\section*{Phase shifts in total internal reflection and the Fresnel rhomb}

\subsection*{1. Premises and conventions}

\begin{itemize}
\item Plane interface $z=0$. Medium 1 ($z<0$) has index $n_1$, medium 2 ($z>0$) has index $n_2<n_1$; $n\equiv n_2/n_1<1$, $\epsilon_j=n_j^2$.
\item Both media are linear, homogeneous, isotropic, lossless and non-magnetic. The interface is abrupt and carries no free current.
\item Monochromatic plane waves $\propto e^{i(\mathbf k\cdot\mathbf r-\omega t)}$; the physical field is the real part. $k_0=\omega/c=2\pi/\lambda$, with $\lambda$ the vacuum wavelength; $k_j=n_jk_0$.
\item Plane of incidence $xz$; $\theta$ is the angle of incidence from the normal.
\item Polarisation basis of each propagating wave: $\hat{\mathbf s}=\hat{\mathbf y}$, $\hat{\mathbf p}=\hat{\mathbf s}\times\hat{\mathbf k}$, so that $(\hat{\mathbf p},\hat{\mathbf s},\hat{\mathbf k})$ is right-handed. Incident: $\hat{\mathbf p}=(\cos\theta,0,-\sin\theta)$. Reflected: $\hat{\mathbf p}=(-\cos\theta,0,-\sin\theta)$.
\item A factor $e^{-i\phi}$ turns $\cos\omega t$ into $\cos(\omega t+\phi)$: $\phi>0$ is a phase advance.
\end{itemize}
Maxwell's curl equations for such a wave:
\begin{equation}
\mathbf k\times\mathbf E=\omega\mu_0\mathbf H,\qquad
\mathbf k\times\mathbf H=-\omega\epsilon_0\epsilon\,\mathbf E .
\label{curl}
\end{equation}
Eliminating $\mathbf H$, with $\mathbf k\cdot\mathbf E=0$ from the second equation, gives $\mathbf k\cdot\mathbf k=\epsilon k_0^2$, also for complex $\mathbf k$. Tangential $\mathbf E$ and $\mathbf H$ are continuous at $z=0$.

\subsection*{2. Evanescent wave}

Continuity must hold for all $x$, so all three waves share $k_x=k_1\sin\theta$. In medium 1, $k_z=\pm k_{1z}$ with $k_{1z}=k_1\cos\theta$. In medium 2,
\begin{equation}
k_{2z}^2=k_2^2-k_x^2=-k_1^2(\sin^2\theta-n^2).
\end{equation}
This is negative beyond the critical angle, $\sin\theta_c=n$. Then $k_{2z}=\pm i\kappa$; the field must stay bounded as $z\to+\infty$, which selects the upper sign:
\begin{equation}
k_{2z}=i\kappa,\qquad \kappa=k_1q,\qquad q\equiv\sqrt{\sin^2\theta-n^2}.
\end{equation}
The transmitted field is $\propto e^{ik_xx}e^{-z/d}$ with
\begin{equation}
d=\frac1\kappa=\frac{\lambda}{2\pi n_1\sqrt{\sin^2\theta-n^2}} .
\label{depth}
\end{equation}
$d$ is the $1/e$ length of the amplitude; $|E|^2$ falls over $d/2$. It is the same for both polarisations, diverges at $\theta_c$, and is smallest at grazing incidence, where $d=\lambda/[2\pi(n_1^2-n_2^2)^{1/2}]$.

\subsection*{3. Reflection coefficients}

\emph{s polarisation.} $\mathbf E=E_y\hat{\mathbf y}$; \eqref{curl} gives $H_x=-k_zE_y/\omega\mu_0$. With amplitudes $1,r_s,t_s$, continuity of $E_y$ and $H_x$ reads
\begin{equation}
1+r_s=t_s,\qquad k_{1z}(1-r_s)=k_{2z}t_s .
\end{equation}
Insert the first into the second: $r_s=(k_{1z}-k_{2z})/(k_{1z}+k_{2z})$.

\emph{p polarisation.} $\mathbf H=H_y\hat{\mathbf y}$; \eqref{curl} gives $E_x=k_zH_y/\omega\epsilon_0\epsilon$. Continuity of $H_y$ and $E_x$ is the same pair of equations with $k_{jz}\to k_{jz}/\epsilon_j$:
\begin{equation}
r_p=\frac{k_{1z}/\epsilon_1-k_{2z}/\epsilon_2}{k_{1z}/\epsilon_1+k_{2z}/\epsilon_2}.
\label{rp}
\end{equation}
This ratio of $H_y$ amplitudes is also the ratio of $E_p$ amplitudes: $\hat{\mathbf k}\times\hat{\mathbf p}=\hat{\mathbf s}$, so $H_y=(k_1/\omega\mu_0)E_p$ for the incident and the reflected wave alike. At normal incidence \eqref{rp} gives $r_p=-r_s$; the sign only records that $\hat{\mathbf p}$ is reversed.

Put $k_{2z}=ik_1q$; divide $r_s$ through by $k_1$; multiply numerator and denominator of $r_p$ by $\epsilon_2/k_1$:
\begin{equation}
r_s=\frac{\cos\theta-iq}{\cos\theta+iq},\qquad
r_p=\frac{n^2\cos\theta-iq}{n^2\cos\theta+iq}.
\end{equation}

\subsection*{4. Phases}

Both have the form $(a-ib)/(a+ib)$ with $a,b\ge0$. Since $a\pm ib=\sqrt{a^2+b^2}\,e^{\pm i\arctan(b/a)}$, the modulus is one and
\begin{equation}
r_{s,p}=e^{-i\phi_{s,p}},\qquad
\tan\frac{\phi_s}{2}=\frac{q}{\cos\theta},\qquad
\tan\frac{\phi_p}{2}=\frac{q}{n^2\cos\theta}.
\label{phases}
\end{equation}
Both phases rise monotonically from $0$ at $\theta_c$ to $\pi$ at grazing incidence, because $q$ rises and $\cos\theta$ falls.

Energy balance. In medium 2, $\langle S_z\rangle=\tfrac12\mathrm{Re}(E_xH_y^*-E_yH_x^*)$ equals $\mathrm{Re}(k_{2z})|E_y|^2/2\omega\mu_0$ for s and $\mathrm{Re}(k_{2z})|H_y|^2/2\omega\epsilon_0\epsilon_2$ for p. Both vanish for imaginary $k_{2z}$, consistent with $|r|=1$.

\subsection*{5. Phase difference and its maximum}

Define $\delta=\phi_p-\phi_s$. As $n^2<1$, \eqref{phases} gives $\phi_p\ge\phi_s$, so $0\le\delta/2<\pi/2$ and the tangent fixes $\delta$ uniquely. The subtraction formula, multiplied through by $n^2\cos^2\theta$, gives
\begin{equation}
\tan\frac\delta2=\frac{\dfrac{q}{n^2\cos\theta}-\dfrac{q}{\cos\theta}}{1+\dfrac{q^2}{n^2\cos^2\theta}}
=\frac{(1-n^2)\,q\cos\theta}{n^2\cos^2\theta+q^2}.
\end{equation}
The denominator is $n^2(1-\sin^2\theta)+\sin^2\theta-n^2=(1-n^2)\sin^2\theta$. Hence
\begin{equation}
\boxed{\tan\frac\delta2=\frac{\cos\theta\sqrt{\sin^2\theta-n^2}}{\sin^2\theta}}
\label{delta}
\end{equation}
The p wave leads the s wave by $\delta$. With time factor $e^{+i\omega t}$ the exponents in \eqref{phases} change sign and p still leads. With the opposite choice of reflected $\hat{\mathbf p}$, $r_p\to-r_p$ and $\delta$ shifts by $\pi$. $\lambda$ enters only through $n(\lambda)$.

\emph{Maximum.} Square \eqref{delta} and set $w=1/\sin^2\theta$, $1\le w\le1/n^2$:
\begin{equation}
\tan^2\frac\delta2=(w-1)(1-n^2w).
\label{parabola}
\end{equation}
This is a downward parabola in $w$ with zeros at $w=1$ (grazing) and $w=1/n^2$ (critical angle). Its only maximum lies midway, $w_m=(1+n^2)/2n^2$, where $w_m-1=(1-n^2)/2n^2$ and $1-n^2w_m=(1-n^2)/2$. Since $w$ is monotonic in $\theta$ and $\tan^2(\delta/2)$ in $\delta$,
\begin{equation}
\boxed{\sin^2\theta_m=\frac{2n^2}{1+n^2},\qquad \tan\frac{\delta_{\max}}2=\frac{1-n^2}{2n}}
\label{max}
\end{equation}
At $\theta_m$, $\cos^2\theta_m=(1-n^2)/(1+n^2)$ and $q^2=n^2\cos^2\theta_m$, so $\tan(\phi_s/2)=n$, $\tan(\phi_p/2)=1/n$. With $\arctan(1/n)=\pi/2-\arctan n$,
\begin{equation}
\delta_{\max}=\pi-4\arctan n .
\label{dmax}
\end{equation}

\emph{Angles for a prescribed $\delta$.} With $u=\sin^2\theta$, $\tau=\tan(\delta/2)$, multiply \eqref{parabola} by $u^2$: $(1+\tau^2)u^2-(1+n^2)u+n^2=0$, so
\begin{equation}
\sin^2\theta_\pm=\frac{1+n^2\pm\sqrt{(1-n^2)^2-4n^2\tau^2}}{2(1+\tau^2)} .
\label{roots}
\end{equation}
The roots are real for $\tau\le(1-n^2)/2n$, which is \eqref{max} again, and $\theta_c<\theta_-\le\theta_m\le\theta_+<\pi/2$ for $\tau>0$.

\emph{Index needed for a quarter wave.} $N$ equal reflections give $N\delta=\pi/2$ only if $\arctan n\le\pi/4-\pi/8N$, by \eqref{dmax}. For $N=1$: $n_1/n_2\ge\cot22.5^\circ=2.414$. For $N=2$: $n_1/n_2\ge\cot33.75^\circ=1.4966$. A glass of index near 1.5 needs two reflections. Fused silica, typical index 1.46 in the visible, reaches only $\delta_{\max}=42.4^\circ$ against air and fails even with two.

\subsection*{6. The rhomb}

A prism of parallelogram section with acute angle $\alpha$. The beam enters normal to one end face. The angle between the normals of two faces equals the angle between the faces, so the beam meets the first long face at $\theta=\alpha$. The second long face is parallel to the first, so the second reflection has the same $\theta$ and the same plane of incidence. Its coefficients are again \eqref{phases}: the boundary problems for $E_y$ and $H_y$ are unchanged under $z\to-z$. After two reflections $\hat{\mathbf k}$ and $\hat{\mathbf p}$ are restored, and the beam leaves normal to the other end face, displaced but not deviated. Propagation in the glass and normal transmission act equally on p and s. The Jones matrix on $(E_p,E_s)$, up to a common factor, is
\begin{equation}
J=\begin{pmatrix}e^{-i\Gamma}&0\\0&1\end{pmatrix},\qquad\Gamma=2\delta .
\end{equation}
A shift of $\delta$ by $\pi$ leaves $J$ unchanged, so the sign convention for $r_p$ drops out.

Input linear along $\hat{\mathbf p}+\hat{\mathbf s}$: output $(e^{-i\Gamma},1)/\sqrt2$. Circular basis $\mathbf e_\pm=(1,\pm i)/\sqrt2$; $\mathbf e_+$ has $E_p\propto\cos\omega t$, $E_s\propto\sin\omega t$, turning from $\hat{\mathbf p}$ to $\hat{\mathbf s}$ (positive helicity, counter-clockwise for an observer facing the source). Projections $a_\pm=(e^{-i\Gamma}\mp i)/2$:
\begin{equation}
|a_\pm|^2=\tfrac12(1\pm\sin\Gamma),\qquad
\Gamma=\frac\pi2+\eta\ \Rightarrow\ \left|\frac{a_-}{a_+}\right|=\left|\tan\frac\eta2\right| .
\label{hel}
\end{equation}
The last step uses $\sin\Gamma=\cos\eta$ and $(1-\cos\eta)/(1+\cos\eta)=\tan^2(\eta/2)$. For $\delta=\pi/4$ the output is pure $\mathbf e_+$: a quarter-wave retarder with p as fast axis. Design rule: $\alpha=\theta_\pm$ from \eqref{roots} with $\tau=\tan(\pi/8)=\sqrt2-1$.

\subsection*{7. Sensitivities}

\emph{Angle.} From $\kappa^2=k_x^2-k_2^2$ and $k_{1z}^2=k_1^2-k_x^2$: $d\kappa/dk_x=k_x/\kappa$, $dk_{1z}/dk_x=-k_x/k_{1z}$. Differentiate $\phi_s=2\arctan(\kappa/k_{1z})$ and $\phi_p=2\arctan(\kappa/n^2k_{1z})$:
\begin{equation}
D_s\equiv\frac{d\phi_s}{dk_x}=\frac{2k_x}{\kappa k_{1z}}=2d\tan\theta,\qquad
D_p\equiv\frac{d\phi_p}{dk_x}=D_s\,\frac{n^2(k_{1z}^2+\kappa^2)}{n^4k_{1z}^2+\kappa^2}.
\end{equation}
Use $k_{1z}^2+\kappa^2=k_1^2(1-n^2)$ and $n^4k_{1z}^2+\kappa^2=k_1^2(1-n^2)[(1+n^2)u-n^2]$:
\begin{equation}
D_p=\frac{n^2D_s}{(1+n^2)u-n^2}.
\label{gh}
\end{equation}
With $dk_x/d\theta=k_1\cos\theta$,
\begin{equation}
\frac{\partial\delta}{\partial\theta}=k_1\cos\theta\,(D_p-D_s)=\frac{2\sin\theta}{q}\,\frac{2n^2-(1+n^2)u}{(1+n^2)u-n^2},
\label{dth}
\end{equation}
which vanishes at $\theta_m$. A small external tilt $\psi$ in the plane of incidence becomes $n\psi$ inside (refraction at the end face) and changes both reflections alike: $\partial\Gamma/\partial\psi=2n\,\partial\delta/\partial\theta$, with $\psi>0$ increasing $\theta$.

\emph{Index.} At fixed $\theta$, $\partial q/\partial n=-n/q$, so $\partial\tau/\partial n=-n\tau/q^2$. Also $d\delta=2\,d\tau/(1+\tau^2)$ and $2\tau/(1+\tau^2)=\sin\delta$. With $dn/dn_1=-n/n_1$ at fixed $n_2$,
\begin{equation}
\frac{\partial\delta}{\partial n_1}=\frac{n^2\sin\delta}{n_1q^2}.
\label{dn}
\end{equation}
At equal $\delta$ the root with larger $q$, $\theta_+$, is the less dispersive.

\subsection*{8. Range of validity}

Within the premises of Section 1, \eqref{depth}, \eqref{delta} and \eqref{max} are exact for $\theta_c\le\theta\le\pi/2$. The premises fail as follows.

\begin{enumerate}
\item \emph{Finite beam.} The reflected field at $z=0$ is $\int A(k_x)e^{ik_xx-i\phi(k_x)}dk_x$. Expanding $\phi$ to first order shifts the beam along $+x$ by $D_s$ or $D_p$ (Goos--H\"anchen shift). The plane-wave result needs a beam much wider than $D_{s,p}$ and an angular spread small against $\theta-\theta_c$; it fails near $\theta_c$, where $d$ diverges. A divergent beam averages $\delta$ according to \eqref{dth}.
\item \emph{Medium 2.} It must be lossless and many $d$ thick. Absorption gives $\mathrm{Re}\,k_{2z}>0$ and $|r|<1$. A third medium at gap $g$ is reached with amplitude $e^{-g/d}$ and alters $r$ at order $e^{-2g/d}$.
\item \emph{Surface film} of thickness $a$ and permittivity $\epsilon_f$ on the reflecting face, $0<z<a$. For s, $L=E_y'/E_y$ is continuous and, from $E_y''=(k_x^2-\epsilon k_0^2)E_y$, obeys $L'=k_x^2-\epsilon k_0^2-L^2$. For p, $M=H_y'/\epsilon H_y$ is continuous and obeys $M'=k_x^2/\epsilon-k_0^2-\epsilon M^2$. Start from $L(a)=-\kappa$, $M(a)=-\kappa/\epsilon_2$ and step back to $z=0$ to first order in $a$:
\begin{equation}
-L(0)=\kappa-ak_0^2(\epsilon_f-\epsilon_2),\qquad
-M(0)=\frac{\kappa}{\epsilon_2}+a\left[\frac{k_x^2}{\epsilon_f}-k_0^2-\frac{\epsilon_f\kappa^2}{\epsilon_2^2}\right].
\label{film}
\end{equation}
Matching to medium 1 as in Section 3 gives $\tan(\phi_s/2)=-L(0)/k_{1z}$ and $\tan(\phi_p/2)=-\epsilon_1M(0)/k_{1z}$. Both corrections vanish for $\epsilon_f=\epsilon_2$.
\item \emph{End faces.} Each reflects internally with $r_s=-r_p=\rho=(1-n)/(1+n)$, reflectance $\mathcal R=\rho^2$. The first ghost beam makes one more round trip: two end-face reflections, whose product is $\rho^2$ times the unit matrix, and four more total reflections. Its retardation is $6\delta=3\Gamma$; for $\Gamma=90^\circ$ this is $270^\circ$, by \eqref{hel} the opposite helicity, with relative amplitude $\mathcal R$. If the coherence length exceeds the round trip, the ghost gives $|a_-/a_+|\simeq\mathcal R$, as an offset $\eta=2\arctan\mathcal R$ would. Otherwise it adds an incoherent fraction $\mathcal R^2$.
\item \emph{Isotropy.} A stress birefringence $\Delta n_b$ with axes along p and s over a path $\ell$ adds $2\pi\Delta n_b\ell/\lambda$ to $\Gamma$, with either sign.
\end{enumerate}

\subsection*{9. Numerical illustration: crown glass in air}

Inputs: $n_1=1.51$, $n_2=1$, $\lambda=589$ nm ($\hbar\omega=2.105$ eV), room temperature (293 K). Intermediates are carried unrounded.

$n=0.6623$, $n^2=0.4386$, $\theta_c=41.47^\circ$. From \eqref{max}: $\tan(\delta_{\max}/2)=0.4239$, just above $\tau=0.4142$. The square root in \eqref{roots} is $0.1192$.

\begin{center}
\begin{tabular}{lccc}
\hline
 & $\theta_-$ & $\theta_m$ & $\theta_+$\\
\hline
$\sin^2\theta$ & 0.5631 & 0.6097 & 0.6648\\
$\theta$ (deg) & 48.62 & 51.34 & 54.62\\
$q$ & 0.3529 & 0.4137 & 0.4756\\
$d$ (nm) & 175.9 & 150.1 & 130.5\\
$\phi_s$ (deg) & 56.19 & 67.03 & 78.81\\
$\phi_p$ (deg) & 101.19 & 112.97 & 123.81\\
$\delta$ (deg) & 45.00 & 45.94 & 45.00\\
$\partial\delta/\partial\theta$ & $+0.768$ & 0 & $-0.525$\\
$\partial\delta/\partial n_1$ (deg) & 94.5 & 69.9 & 52.0\\
\hline
\end{tabular}
\end{center}

The model rhomb has $\alpha=48.62^\circ$ or $54.62^\circ$. These digits belong to $n_1=1.51$ taken as exact: raising $n_1$ by $0.005$ moves $\theta_+$ up by about $0.5^\circ$, the ratio of \eqref{dn} to \eqref{dth} times $0.005$.

\emph{Choice of root.} Per degree of external tilt, $\Gamma$ changes by $+1.02^\circ$ at $\theta_-$ and $-0.69^\circ$ at $\theta_+$. For dispersion take a typical crown-glass index drop of about $0.008$ from 486 nm (2.55 eV) to 656 nm (1.89 eV). To first order $\Gamma$ then spans $1.5^\circ$ at $\theta_-$ and $0.8^\circ$ at $\theta_+$. So $\theta_+$ is better on both counts. A plate with $\Gamma=90^\circ\times(589\ \mathrm{nm}/\lambda)$, that is a zero-order quarter-wave plate of constant birefringence, spans $28.3^\circ$ over the same band. A cut at $\theta_m$ is stationary against tilt but has $\Gamma=91.88^\circ$, hence $|a_-/a_+|^2=2.7\times10^{-4}$ by \eqref{hel}.

\emph{Neglected effects at $\theta_+$, against the $0.8^\circ$ from dispersion.}
\begin{itemize}
\item Beam shifts, \eqref{gh}: $D_s=368$ nm, $D_p=311$ nm; negligible for a millimetre beam.
\item Air index, approximately $1.0003$ in place of 1: $\Delta\Gamma=-0.05^\circ$.
\item Temperature: for $|dn_1/dT|$ up to a typical $10^{-5}$ K$^{-1}$, $|d\Gamma/dT|$ is at most $1.0\times10^{-3}$ degree per kelvin.
\item Film of index 1.33 (approximately that of water) on both long faces, \eqref{film}: first-order coefficients $-0.642^\circ$ for $\phi_s$ and $-0.746^\circ$ for $\phi_p$ per nm, so $-0.21^\circ$ per nm for $\Gamma$. A film of 4 nm matches the dispersion in size.
\item Uncoated end faces: $\mathcal R=0.0413$, single-pass transmission $(1-\mathcal R)^2=0.919$. A coherent ghost acts like $\eta=4.7^\circ$ and outweighs the dispersion; an incoherent one contributes $\mathcal R^2=0.0017$. Antireflection coating of the end faces reduces both.
\item Stress, illustrative $\Delta n_b=10^{-7}$ over $\ell=5\times10^{7}$ nm: path difference 5 nm, or $3.1^\circ$.
\end{itemize}
A real rhomb departs from the model's $90^\circ$ by these amounts unless faces and annealing are controlled.

\emph{Same formulas for silicon in air.} Cubic, hence optically isotropic in this description, and transparent at $\lambda=5000$ nm ($0.248$ eV) when lightly doped; typical index $n_1=3.42$, above the $N=1$ threshold. Then $\theta_c=17.00^\circ$, $\delta_{\max}=114.8^\circ$, and \eqref{roots} with $\tau=1$ gives a quarter wave in one reflection at $18.01^\circ$ or $41.97^\circ$. The first lies about one degree above $\theta_c$, where item 1 of Section 8 is restrictive. At the second the model gives $d=387$ nm, the depth over which the field samples the space above the silicon face. The end faces have $\mathcal R=0.30$, and the first ghost has retardation $3\delta=270^\circ$, so coating is indispensable there.